**Q:** These are cells of the same PbSe crystal, stretched evenly in all directions. Why does the dielectric constant change at all, if the atoms and the bonding pattern stay the same?

Clamped-ion dielectric constant of rock-salt PbSe at several volumes, calculated by linear response in Ansatz 0.2.0 with the r2SCAN functional and no spin–orbit coupling. The calculations use PAW potentials, a plane-wave cutoff of 500 eV, a 6×6×6 k mesh and fixed occupations.

```csv
volume (Å³/atom),shortest distance (Å),electronic dielectric xx
28.926,3.070,17.519
29.466,3.089,17.021
30.359,3.120,16.341
31.270,3.150,15.790
32.199,3.181,15.332
33.146,3.212,14.969
```

**A:** The table gives the electronic part of the dielectric constant: the atoms are held still, and only the electrons respond to the field. The crystal is cubic, so one number serves for all directions. In each cell the field shifts the electrons slightly and makes a small dipole on every atom. The dielectric constant less one measures these dipoles per volume. If the same atoms take up more room, it must fall even when each atom responds exactly as before.

**Q:** Is this dilution enough to account for the numbers?

**A:** Test it on the largest cell, starting from the smallest. Call the dielectric constant ε and the volume per atom V. If each atom keeps its response to the average field in the crystal, ε − 1 goes as 1/V, so the largest cell should have ε = 1 + 16.519 × 28.926/33.146 = 15.42. The calculation gives 14.97. The estimate uses only the volume of the last row, not its ε. It gets most of the fall right but leaves it somewhat too small.

**Q:** I also notice that ε drops by 0.50 in the first step and by 0.68 in the second. Is the first row out of line?

**A:** No, the first step in volume is simply shorter. Per Å³, ε falls by 0.92 in the first step and by 0.76 in the second, and this slope keeps shrinking to 0.38 in the last. So the rows lie on one smooth curve, and what needs a cause is its flattening. Dilution alone would flatten it much less.

**Q:** How do I separate that from the dilution?

**A:** Multiply ε − 1 by V. This removes the dilution and leaves the response per atom, which would be constant if dilution were everything. It starts at 478 Å³, falls to about 462 Å³ by the fourth row and then hardly moves. The electrons of each atom therefore become a little harder to shift, but only over the first part of the expansion.

**Q:** What makes them harder to shift?

**A:** A field polarises a crystal by mixing some empty states into the filled ones. The smaller the energy E between two such states, the easier the mixing. In perturbation theory each pair contributes in proportion to p²/E³, where p is the momentum matrix element between the two states. Pairs close to the band gap thus count far more than their number suggests, and they lose weight quickly when the gap opens.

In these cells the gap does open on expansion. It lies at the L point, on the boundary of the Brillouin zone, and the same calculations give 0.60 eV for the smallest cell and 0.98 eV for the largest. With p unchanged, a pair right at the gap would keep only (0.60/0.98)³, or about a quarter, of its weight. How large a share of ε such pairs carry was not computed, so the widening gap is the likely cause of the early fall, not a proven one.

**Q:** I learned that stretching a semiconductor usually closes its gap. Why does it open here?

**A:** It depends on what the band edges are made of. In many semiconductors the valence edge is bonding and the conduction edge antibonding, so weaker bonds bring them together. In the lead salts the top of the valence band is itself antibonding: it consists mainly of Se p states, pushed up by the filled Pb s states below them. Longer bonds weaken this push, the valence edge sinks relative to the conduction edge, and the gap widens. This is the standard picture of the lead salts; the calculated gaps agree with it but do not test the orbital make-up.

**Q:** If the gap grows by more than half, why does the response per atom fall by only 3%?

**A:** In part because few of the pairs sit near L. One can ask which single transition energy Ē would give the same ε, using ε = 1 + (ħω/Ē)², where ħω is the plasma energy of the outer electrons. With ten of them per PbSe pair, Ē is about 3.8 eV, several times the gap. From the smallest to the largest cell it rises by only 0.06 eV, while the gap rises by 0.37 eV.

Had Ē risen by as much as the gap, ε would have ended near 13 instead of 15. The gap is a poor measure of the whole response. It does show which way the few, heavily weighted pairs near L will push.

**Q:** And why does the response per atom stop falling, although the gap goes on widening?

**A:** Part of the answer lies in the same weighting. Once the gap has widened, the pairs near it have lost much of their advantage, and a further widening takes less away. A second part may be that stretched bonds hold their electrons less tightly, so that many transitions well above the gap move to lower energy. That would raise the response per atom and work against the effect of the gap.

**Q:** Can the numbers confirm this second effect?

**A:** They are compatible with it but do not establish it. I fitted the response per atom to all six rows by least squares, first as a constant plus a term in the logarithm of the gap. The logarithm is a simple choice for the sum over many pairs, not the law for a single one. The typical misfit is 2 Å³, about as large as the stated error of the calculation. A further term proportional to volume reduces it to 0.1 Å³, and the two terms have the opposite signs that the argument requires. But three constants can follow almost any curve as gently bent as this one, so their sizes should not be read as the sizes of the two effects. The gain also depends on the law chosen for the gap: 1/E³ alone, with E the gap, already fits better than the logarithm alone.

The same caution holds for the last row, where the response per atom turns up by 1.5 Å³. The stated error there is 2.5 Å³, so this may not be a true minimum.

**Q:** What should I take away if I need ε for a slightly strained crystal?

**A:** Begin with dilution, then ask which way the smallest direct gap moves; an indirect gap is no guide, because a uniform field mixes only states at the same point of the Brillouin zone. A narrow direct gap that widens on expansion tends to make ε − 1 fall faster than 1/V, as it does here around the relaxed cell of 29.466 Å³ per atom: 1% more volume lowers ε − 1 by about 1.5%. In the largest cells this extra fall has faded, although the gap still widens. Where stretching closes the gap instead, the gap works against dilution, and ε can even rise on expansion.

For real PbSe the figure of 1.5% is less safe than the reasoning. The calculation leaves out spin–orbit coupling, which narrows the gap at L strongly. The pairs near L should then weigh more, and ε should respond more sharply to strain. Convergence with the k mesh was not tested either. The mesh contains L itself, so one point with the smallest transition energy stands for a whole region where the energies are larger. If the response is summed point by point, this is expected to overstate the effect of the gap on the response per atom; if it is taken from differences between neighbouring mesh points, a coarse mesh is expected to understate it. The direction of this error is therefore open, and it takes a calculation with spin–orbit coupling and a finer mesh around L to fix the size of the effect. Check its gap first: with spin–orbit coupling included, semilocal functionals can make the gap of a lead salt too small or even put the band edges in the wrong order.
